**SU(4) exchange in a graphene Landau level: what changes the energy gained by flavour polarisation?**

**1. Algebra**

Generators Ta (a = 1 … N²−1) are Hermitian, traceless N×N matrices with Tr(TaTb) = δab/2. With the unit matrix they span all N×N matrices: M = (Tr M/N)·1 + 2Σa Tr(MTa)Ta. Comparing coefficients of Mji in Mkl gives

Σa (Ta)ij(Ta)kl = ½(δil δjk − δij δkl/N).

- Contract j with k: Σa TaTa = C_F·1, C_F = (N²−1)/(2N) = 15/8 for N = 4.
- δil δjk is the flavour swap, so P12 = 2T1·T2 + 1/N.
- N = 4, spin σ, valley τ: the generators are σa, τb, σaτb, each divided by 2√2, and P12 = (1+σ1·σ2)(1+τ1·τ2)/4.
- N = 3 written as spin 1: P12 = S1·S2 + (S1·S2)² − 1. Beyond N = 2 a bilinear spin coupling alone is not the swap.

**2. Model**

One Landau level n, long-range Coulomb interaction (SU(4) symmetric), Hartree–Fock. The state is uniform, with the same flavour density matrix ρ in every orbital; Tr ρ = k, and ν = k − 2 for n = 0. The Fock energy per orbital is

E = −(X/2) Tr(P12 ρ⊗ρ) = −(X/2) Tr ρ², X = ∫d²q/(2π)² V(q)F(q)²,

with F the form factor of the level. Insert P12 and define ma = Tr(ρTa):

E = −X k²/(2N) − X m·m.

The Hartree term and exchange with completely filled levels depend on k only. The gain over the unpolarised Gaussian state ρ = (k/N)·1 is therefore G = X m·m. For k full flavours ρ² = ρ, Tr ρ² = k, and

G = X k(N−k)/(2N).

G is a mean-field condensation energy against an uncorrelated reference, not a transport gap. For k = 1, m·m = 3/8, not C_F: the remaining (N−1)/2 = 3/2 is the variance of T.

**3. Baseline**

n = 0, N = 4, k = 1, B⊥ = 10 T. Approximate inputs: isotropic ε = 5, v = 1.0×10⁶ m/s, g = 2, lattice constant a = 0.246 nm.

ℓ = √(ħ/eB⊥) = 8.11 nm, E_C = e²/(4πε0εℓ) = 35.5 meV.
V = e²/(2ε0εq), F0 = exp(−q²ℓ²/4), so X = E_C∫₀^∞ exp(−u²/2)du = √(π/2)E_C = 1.253 E_C = 44.5 meV (third figure a guard digit).
G0 = 3X/8 = 17 meV.

Neglected: level mixing. The 0→1 spacing is √2ħv/ℓ = 115 meV, and E_C over it is 0.31, independent of B⊥. Energies in meV may be off by tens of percent; the ratios below are those of the projected model.

**4. Responses**

*(a) Filling, k = 1 → 2 → 3.*
Reasoning: ρ → 1 − ρ flips m, so k = 1 and 3 are equal. G vanishes at k = 0 and 4 and is concave in k, so half filling is the maximum. G rises, then returns.
Calculation: m·m = 3/8, 1/2, 3/8; G = 17, 22, 17 meV. Ratio 4/3 at ν = 0.

*(b) Direction of the order at ν = 0.*
Reasoning: m·m is SU(4) invariant and all rank-2 projectors are unitarily equivalent. No change.
Calculation: ρ = (1+σz)/2 (spin polarised), (1+τz)/2 (valley polarised), (1+σzτz)/2 (opposite spins in the two valleys). Each has one nonzero component, m = 1/√2, so m·m = 1/2 and G = 22 meV.
The null result hands the choice to smaller terms. The spin-polarised state gains gμB·B = 1.2 meV per orbital. Lattice-scale interactions break valley symmetry at order (a/ℓ)E_C = 0.030 × 35.5 meV = 1.1 meV, with prefactors not fixed here. The two are comparable, so the symmetric model cannot name the ν = 0 state.

*(c) Number of flavours, N = 4 → 2.* At n = 0 each valley lives on one sublattice, so a sublattice potential splits the valleys without altering F0. Take it large enough to empty one valley.
Reasoning: the polarised state keeps E = −X/2. The reference holds −X/(2N), the 1/N term of P12: with fewer flavours two electrons more often share one, and more exchange is present before ordering. G falls.
Calculation: m·m = 1/4, G = 11 meV, ratio 2/3. The missing X/8 is the step from occupations (¼,¼,¼,¼) to (½,½,0,0).

*(d) Field, B⊥ = 10 → 20 T.*
Reasoning: the algebra is untouched; X ∝ 1/ℓ ∝ √B⊥. G rises more slowly than the Zeeman term, which doubles.
Calculation: ratio √2 = 1.41, G = 24 meV. An in-plane field changes the Zeeman term only.

*(e) Level index, n = 0 → 1*, one of four flavours filled.
Reasoning: the spinor has equal weight on oscillator levels 0 and 1, so F1 = ½[L0 + L1(q²ℓ²/2)]exp(−q²ℓ²/4) = (1 − q²ℓ²/4)exp(−q²ℓ²/4), with L the Laguerre polynomials. F1² < F0² for 0 < q²ℓ² < 8, where nearly all the weight lies. G falls.
Calculation: Gaussian moments ⟨u²⟩ = 1, ⟨u⁴⟩ = 3 give X1/X = 1 − 1/2 + 3/16 = 11/16 = 0.69, G = 11 meV. The 1→2 spacing is smaller by √2 − 1, the mixing ratio grows to 0.7, and the size is indicative only.

*(f) Metal gate at d = 20 nm* in the same dielectric.
Reasoning: the image charge adds −e²/(4πε0ε√(r²+4d²)), nearly constant over the exchange hole when 2d ≫ ℓ. A constant V0 has V(q) = (2π)²V0 δ²(q), so it contributes exactly V0 F(0)² = V0 to X. Estimate: δX ≈ −e²/(8πε0εd) = −7.2 meV. G falls.
Calculation: V → V·(1 − e^(−2qd)), so δX = −X exp(2d²/ℓ²) erfc(√2 d/ℓ) = −6.9 meV. The estimate overshoots in magnitude because the image potential decays across the hole. Ratio 0.84, G = 14 meV.

**5. Table**

| change | G/G0 | G (meV) |
|---|---|---|
| k = 2 | 4/3 | 22 |
| k = 3 | 1 | 17 |
| N = 2 | 2/3 | 11 |
| B⊥ = 20 T | 1.41 | 24 |
| n = 1 | 0.69 | 11 |
| gate at 20 nm | 0.84 | 14 |

G factorises into k(N−k)/(2N), fixed by completeness, and X, fixed by orbitals and screening. Changes (a) and (c) act on the first factor, (d) to (f) on the second, (b) on neither.